In3+ to Xe3+ by all-electron, configuration-averaged Hartree-Fock at the radial basis limit (B-spline radial atomic code, version 1), non-relativistic with a point nucleus and Dirac-Coulomb with a Fermi nucleus. Densities are per 1s electron, the Dirac one averaged over the nuclear charge. A/g_I is the one-electron magnetic hyperfine constant over g_I = μ/(I μ_N).

## Program and output

```python
# Table: 1s density at the nucleus (non-rel. HF, point nucleus; Dirac-Coulomb HF, Fermi nucleus) and A(1s)/g_I,
# B-spline radial atomic code, In3+..Xe3+. Tested: Z^3/pi, one-electron Dirac (point, uniform sphere), Breit factor,
# the rival "A follows the Dirac contact density", and nuclear radius versus configuration for the uneven steps.
T = {
    'ion': ['In3+', 'Sn3+', 'Sb3+', 'Te3+', 'I3+', 'Xe3+'],
    'Z': [49, 50, 51, 52, 53, 54],
    'N': [46, 47, 48, 49, 50, 51],
    'configuration': ['[Kr] 4d10', '[Kr] 4d10 5s1', '[Kr] 4d10 5s2', '[Kr] 4d10 5s2 5p1', '[Kr] 4d10 5s2 5p2', '[Kr] 4d10 5s2 5p3'],
    'rho_nr': [36650, 38950, 41350, 43840, 46440, 49130],  # bohr⁻³
    'rho_dirac': [73220, 79840, 87010, 94640, 103100, 112000],  # bohr⁻³
    'enhancement': [1.998, 2.05, 2.104, 2.159, 2.219, 2.28],
    'rms': [4.62, 4.65, 4.68, 4.74, 4.75, 4.79],  # fm
    'A_hf': [35480000.0, 38030000.0, 40730000.0, 43580000.0, 46590000.0, 49760000.0],  # MHz
}
import numpy as np
from scipy.constants import alpha as a, physical_constants as pc, m_e, m_p
from scipy.integrate import solve_ivp
from scipy.optimize import brentq
from scipy.special import gamma as G, gammaincinv
c = 1/a; fm = 1e-15/pc['Bohr radius'][0]; MHz = pc['hartree-hertz relationship'][0]/1e6
muN = m_e/(2*m_p); K = 8*np.pi/3*a*a*muN*MHz
ion = T['ion']; Z, nr, di, en, rms, A = (np.array(T[k], float) for k in ('Z', 'rho_nr', 'rho_dirac', 'enhancement', 'rms', 'A_hf'))
def sphere(z, rm):  # one-electron Dirac 1s, uniform sphere: enhancements of density and of A, share of A integral inside R
    R = np.sqrt(5/3)*rm*fm
    def f(x, y, E):
        r = np.exp(x); w = (E + (z/r if r > R else z*(3 - (r/R)**2)/(2*R)))/c
        return [y[0] + r*(2*c + w)*y[1], -y[1] - r*w*y[0], r*(y[0]**2 + y[1]**2), 2*y[0]*y[1]/r]
    def run(E):
        r0 = 1e-3*R; y0 = [1e-3, -(E + 1.5*z/R)/(3*c)*r0*1e-3, 1e-6*r0/3, 0.0]
        o = dict(args=(E,), method='DOP853', rtol=1e-10, atol=1e-14)
        yi = solve_ivp(f, [np.log(r0), np.log(R)], y0, **o).y[:, -1]
        return yi, solve_ivp(f, [np.log(R), np.log(12/z)], yi, **o).y[:, -1]
    E0 = c*c*(np.sqrt(1 - (z*a)**2) - 1)
    yi, yo = run(brentq(lambda E: run(E)[1][0], 1.0005*E0, 0.998*E0, xtol=1e-7))
    return 3/(4*np.pi*R**3)*yi[2]/yo[2]/(z**3/np.pi), -yo[3]/yo[2]/(2*a*z**3), yi[3]/yo[3]
g = np.sqrt(1 - (Z*a)**2); R = np.sqrt(5/3)*rms*fm; H = Z**3/np.pi
M = np.array([sphere(z, r) for z, r in zip(Z, rms)]); M1 = np.array([sphere(z, 1.01*r) for z, r in zip(Z, rms)])
s = np.log(M1/M)/np.log(1.01); eA = A/(K*nr); Br = 1/(g*(2*g - 1)); sig = Z - (np.pi*nr)**(1/3)
pw = (2*Z*R)**(2*g - 2); pt = 2/G(2*g + 1)*pw*3/(2*g + 1)*(1 - 2*Z*R*(2*g + 1)/(2*g + 2))
def row(l, v, f): print(f'{l:34s}' + ' '.join(format(x, f) for x in v))
print(f'K = (8pi/3) alpha^2 muN = {K:.2f} MHz bohr^3; order: ' + ' '.join(ion))
row('rho_nr/(Z^3/pi)', nr/H, '.4f'); row('sigma (floor +-0.002)', sig, '.3f')
row('gamma', g, '.4f'); row('2ZR', 2*Z*R, '.5f'); row('(2ZR)^(2g-2)', pw, '.3f'); row('2/Gamma(2g+1)', 2/G(2*g + 1), '.3f')
row('enh point fn averaged over R', pt, '.3f'); row('  model/table-1 [%]', 100*(pt/en - 1), '+.2f')
row('enh uniform sphere', M[:, 0], '.3f'); row('  model/table-1 [%]', 100*(M[:, 0]/en - 1), '+.2f')
row('table A/(K rho_nr)', eA, '.4f'); row('rival A/(K rho_dirac)', A/(K*di), '.4f')
row('Breit 1/(g(2g-1))', Br, '.4f'); row('  model/table-1 [%]', 100*(Br/eA - 1), '+.2f')
row('A factor uniform sphere', M[:, 1], '.4f'); row('  model/table-1 [%]', 100*(M[:, 1]/eA - 1), '+.2f')
row('size cut of A, model [%]', 100*(1 - M[:, 1]/Br), '.2f'); row('A integral inside R, model [%]', 100*M[:, 2], '.2f')
row('median r of A integrand / R', gammaincinv(2*g - 1, 0.5)/(2*Z*R), '.1f')
row('screening factor rho_dirac', di/(H*M[:, 0]), '.4f'); row('screening factor A', A/(K*H*M[:, 1]), '.4f')
row('dln rho/dln R sphere', s[:, 0], '.4f'); row('2g-2', 2*g - 2, '.4f'); row('dln A/dln R sphere', s[:, 1], '.4f')
p = {k: np.polyfit(np.log(Z), np.log(v), 1)[0] for k, v in (('nr', nr), ('dirac', di), ('A', A), ('enh', en))}
print('exponents in Z:', {k: round(float(v), 3) for k, v in p.items()})
print(f'rise In->Xe [%]: nr {100*(nr[-1]/nr[0]-1):.1f} dirac {100*(di[-1]/di[0]-1):.1f} A {100*(A[-1]/A[0]-1):.1f} enh {100*(en[-1]/en[0]-1):.1f} A-factor {100*(eA[-1]/eA[0]-1):.1f}')
row('steps of enhancement', np.diff(en), '.3f'); row('steps of ln enh [%]', 100*np.diff(np.log(en)), '.2f')
row('steps of ln enh, sphere [%]', 100*np.diff(np.log(M[:, 0])), '.2f')
sm = np.polyval(np.polyfit(Z, rms, 1), Z); row('rms - linear in Z [fm]', rms - sm, '+.3f')
res = lambda y: 100*(y - np.polyval(np.polyfit(Z, y, 1), Z))
r1 = res(np.log(en/M[:, 0])); r2 = res(np.log(en/M[:, 0]) + s[:, 0]*np.log(rms/sm))
row('ln(table/model)-line, true rms [%]', r1, '+.3f'); row('same, smoothed rms [%]', r2, '+.3f')
print(f'rms resid {r1.std():.3f} vs {r2.std():.3f} %; worst {ion[np.abs(r1).argmax()]} vs {ion[np.abs(r2).argmax()]}')
print(f'floor [%]: enh {0.05/en.mean():.3f}, via rms rounding {0.5/rms.mean()*abs(s[:, 0].mean()):.3f}, A {100*5e3/A.mean():.3f}, rho_dirac up to {5e3/di[4]:.3f}')
# further output of the same calculation: Z, rms, Dirac/non-rel. contact of 1s, 2s, 5s, total; A of 1s, 2s, 5s
F = {'Sn': (50, 4.6519, [79840.01, 9380.684, 43.688, 183392.4], [38949.78, 4073.532, 18.141, 87937.58], [3.803482e7, 4340226, 20112.11]),
     'I': (53, 4.75, [103060.9, 12392.86, 73.468, 237878.6], [46439.07, 4897.271, 28.13, 105068.6], [4.658963e7, 5422822, 31963.64])}
for k, (z, r, d, n, h) in F.items():
    d, n, h = map(np.array, (d, n, h)); m = sphere(z, r)
    print(k, 'enh 1s,2s,5s,total', np.round(d/n, 4), 'A/(K nr)', np.round(h/(K*n[:3]), 4))
    print(k, 'A/(K dirac)', np.round(h/(K*d[:3]), 4), f'sphere/run-1: rho {100*(m[0]*n[0]/d[0]-1):+.3f} %, A {100*(m[1]*K*n[0]/h[0]-1):+.3f} %')
ns = 4/np.sqrt(2*1.3948); fs = 50*16/(np.pi*ns**3)  # Sn 5s non-rel. orbital energy, further output
print(f'Fermi-Segre Sn 5s: n* {ns:.3f}, rho {fs:.2f} vs run {F["Sn"][3][2]:.2f} bohr^-3 ({100*(fs/F["Sn"][3][2]-1):+.1f} %)')
assert 3.0 < p['nr'] < 3.1 and p['nr'] < p['A'] < p['dirac']
assert np.all(eA > 1) and np.all(eA < Br) and np.all(en > 1.5*eA)
assert np.all(pt > en) and np.all(np.abs(M[:, 0]/en - 1) < 0.03)
assert np.diff(np.log(en))[3] > np.diff(np.log(en))[2]
```

Output:

```
K = (8pi/3) alpha^2 muN = 799.31 MHz bohr^3; order: In3+ Sn3+ Sb3+ Te3+ I3+ Xe3+
rho_nr/(Z^3/pi)                   0.9787 0.9789 0.9793 0.9795 0.9800 0.9802
sigma (floor +-0.002)             0.351 0.354 0.354 0.358 0.356 0.359
gamma                             0.9339 0.9311 0.9282 0.9252 0.9222 0.9191
2ZR                               0.01105 0.01134 0.01165 0.01203 0.01228 0.01262
(2ZR)^(2g-2)                      1.814 1.854 1.896 1.937 1.983 2.029
2/Gamma(2g+1)                     1.126 1.131 1.137 1.143 1.149 1.155
enh point fn averaged over R      2.119 2.181 2.245 2.309 2.381 2.454
  model/table-1 [%]               +6.08 +6.37 +6.68 +6.97 +7.31 +7.63
enh uniform sphere                1.999 2.051 2.106 2.160 2.221 2.282
  model/table-1 [%]               +0.07 +0.07 +0.09 +0.07 +0.09 +0.09
table A/(K rho_nr)                1.2111 1.2215 1.2323 1.2437 1.2551 1.2671
rival A/(K rho_dirac)             0.6062 0.5959 0.5856 0.5761 0.5654 0.5558
Breit 1/(g(2g-1))                 1.2340 1.2458 1.2581 1.2710 1.2843 1.2981
  model/table-1 [%]               +1.88 +1.99 +2.10 +2.19 +2.32 +2.45
A factor uniform sphere           1.2126 1.2231 1.2339 1.2450 1.2567 1.2686
  model/table-1 [%]               +0.12 +0.13 +0.13 +0.11 +0.12 +0.12
size cut of A, model [%]          1.73 1.83 1.93 2.04 2.15 2.27
A integral inside R, model [%]    0.82 0.86 0.90 0.94 0.98 1.02
median r of A integrand / R       51.2 49.4 47.7 45.7 44.2 42.6
screening factor rho_dirac        0.9779 0.9781 0.9785 0.9788 0.9795 0.9792
screening factor A                0.9775 0.9777 0.9780 0.9785 0.9788 0.9790
dln rho/dln R sphere              -0.1449 -0.1510 -0.1572 -0.1636 -0.1700 -0.1767
2g-2                              -0.1322 -0.1379 -0.1437 -0.1496 -0.1556 -0.1618
dln A/dln R sphere                -0.0155 -0.0163 -0.0171 -0.0180 -0.0188 -0.0198
exponents in Z: {'nr': 3.017, 'dirac': 4.376, 'A': 3.482, 'enh': 1.358}
rise In->Xe [%]: nr 34.1 dirac 53.0 A 40.2 enh 14.1 A-factor 4.6
steps of enhancement              0.052 0.054 0.055 0.060 0.061
steps of ln enh [%]               2.57 2.60 2.58 2.74 2.71
steps of ln enh, sphere [%]       2.58 2.62 2.56 2.77 2.70
rms - linear in Z [fm]            +0.001 -0.003 -0.008 +0.018 -0.007 -0.001
ln(table/model)-line, true rms [%]+0.004 +0.000 -0.014 +0.015 -0.009 +0.003
same, smoothed rms [%]            -0.000 +0.011 +0.012 -0.046 +0.016 +0.008
rms resid 0.009 vs 0.021 %; worst Te3+ vs Te3+
floor [%]: enh 0.023, via rms rounding 0.017, A 0.012, rho_dirac up to 0.048
Sn enh 1s,2s,5s,total [2.0498 2.3028 2.4082 2.0855] A/(K nr) [1.2217 1.333  1.387 ]
Sn A/(K dirac) [0.596  0.5788 0.5759] sphere/run-1: rho +0.076 %, A +0.112 %
I enh 1s,2s,5s,total [2.2193 2.5306 2.6117 2.264 ] A/(K nr) [1.2551 1.3853 1.4216]
I A/(K dirac) [0.5656 0.5474 0.5443] sphere/run-1: rho +0.082 %, A +0.122 %
Fermi-Segre Sn 5s: n* 2.395, rho 18.54 vs run 18.14 bohr^-3 (+2.2 %)
```
